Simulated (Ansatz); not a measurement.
A family of molecules: the HOMO–LUMO gap

One atom is swapped for its congeners: CH3AlF2O `C[O][Al]([F])[F]`; CH3AlClFO `C[O][Al]([F])[Cl]`; CH3AlBrFO `C[O][Al]([F])[Br]`. All are singlets with charge 0.

Shapes, held fixed at every level: PBE0-D4/def2-TZVP. Flexible molecules stand in one conformer, not always the lowest. Programs: Ansatz 0.2.0. Values in eV.

```json
{"level": "SPW92/def2-TZVPP", "CH3AlF2O": "5.19", "CH3AlClFO": "5.24", "CH3AlBrFO": "5.13"}
{"level": "r2SCAN-D4/def2-TZVPP", "CH3AlF2O": "6.14", "CH3AlClFO": "6.18", "CH3AlBrFO": "6.06"}
{"level": "B3LYP-D4/def2-TZVPP", "CH3AlF2O": "7.19", "CH3AlClFO": "7.25", "CH3AlBrFO": "7.12"}
{"level": "r2SCAN0-D4/def2-TZVPP", "CH3AlF2O": "8.31", "CH3AlClFO": "8.32", "CH3AlBrFO": "8.17"}
{"level": "wB97X-V/def2-TZVPP", "CH3AlF2O": "12.26", "CH3AlClFO": "12.31", "CH3AlBrFO": "12.12"}
{"level": "wB97M-V/def2-TZVPP", "CH3AlF2O": "11.81", "CH3AlClFO": "11.88", "CH3AlBrFO": "11.69"}
```

At wB97M-V/def2-TZVPP the HOMO–LUMO gap isn't monotonic: it is largest for Cl and smallest for Br (11.88 and 11.69 eV). Every level shows the same order. Relativity is left out for Br unless named. Orbital gaps aren't excitation energies, and the LUMO depends on the basis.

Exchanging the halogen barely changes the gap, and the maximum at Cl is marginal: with r2SCAN0-D4 the fluoride and chloride are practically level at 8.31 and 8.32 eV. The drop from Cl to Br is the clearer step. A likely reason is that the methoxy group, common to all three molecules, supplies much of the HOMO as an oxygen lone pair, which limits the halogen's influence. Fluorine's 2p lone pairs lie too deep to compete, whereas the higher Br 4p lone pairs can mix into the HOMO and raise it. From F to Cl, weaker π donation into the formally empty Al 3p orbital and a weaker inductive pull probably shift both frontier levels in the same direction, so that little of the change survives in the gap. The choice of functional matters far more than the halogen, probably through the amount and range of exact exchange, so the ordering is better supported than any absolute gap. Without the separate orbital energies, the decrease at Br can't be assigned firmly to the HOMO rather than the LUMO.
